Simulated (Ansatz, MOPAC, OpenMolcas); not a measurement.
**CH3BFNO (SMILES NC1(F)BO1): the HOMO–LUMO gap, rung by rung**

CH3BFNO has 8 atoms, charge 0, and is taken as a singlet. As SMILES, `NC1(F)BO1`. The shape is that of a PBE0-D4/def2-TZVP optimisation. This is one conformer, not always the lowest.

Quantity: the HOMO–LUMO gap, in eV. The values are calculated.

| level | kind | program | value (eV) |
| --- | --- | --- | --- |
| PM7 | semi-empirical | MOPAC | 10.07 |
| HF/6-31G* (spherical functions) | Hartree–Fock | Ansatz | 15.13 |
| SVWN5/6-31G* (spherical functions) | LDA | Ansatz | 4.76 |
| PBE/6-31G* (spherical functions) | GGA | OpenMolcas | 4.87 |
| TPSS/6-31G* (spherical functions) | meta-GGA | OpenMolcas | 5.17 |
| r2SCAN0/6-31G* (spherical functions) | hybrid meta-GGA | Ansatz | 7.96 |
| B3LYP/6-31G* (Cartesian functions) | global hybrid | OpenMolcas | 7.03 |
| HSE06/6-31G* (spherical functions) | range-separated hybrid | Ansatz | 6.73 |
| B2PLYP/6-31G* (spherical functions) | double hybrid | OpenMolcas | 10.44 |

The values span 4.76 to 15.13 eV. Orbital gaps aren't excitation energies, and those of double hybrids come from the SCF part alone; they tend to grow with the share of exact exchange.

The three semilocal functionals agree closely, from 4.76 to 5.17 eV, while the hybrids lie higher and Hartree–Fock stands far above them all. The spread probably arises because nonlocal exchange stabilises occupied orbitals much more than empty ones, an effect that HSE06 screens at long range, which would place it below B3LYP despite its larger short-range share. The PM7 value lies near that of B2PLYP, but a parametrised minimal-basis Hamiltonian gives no independent support for that gap.

Chemically, the LUMO probably has substantial boron p character, since three-coordinate boron offers a formally empty orbital. Donation from the ring oxygen should push this level up, while the nitrogen and oxygen lone pairs and the strained ring bonds are the natural candidates for the HOMO. A sizeable gap is therefore plausible despite the electron-deficient centre. It doesn't establish that the ring would persist, because strain and the Lewis acidity of boron could still open easy routes to ring opening or association.
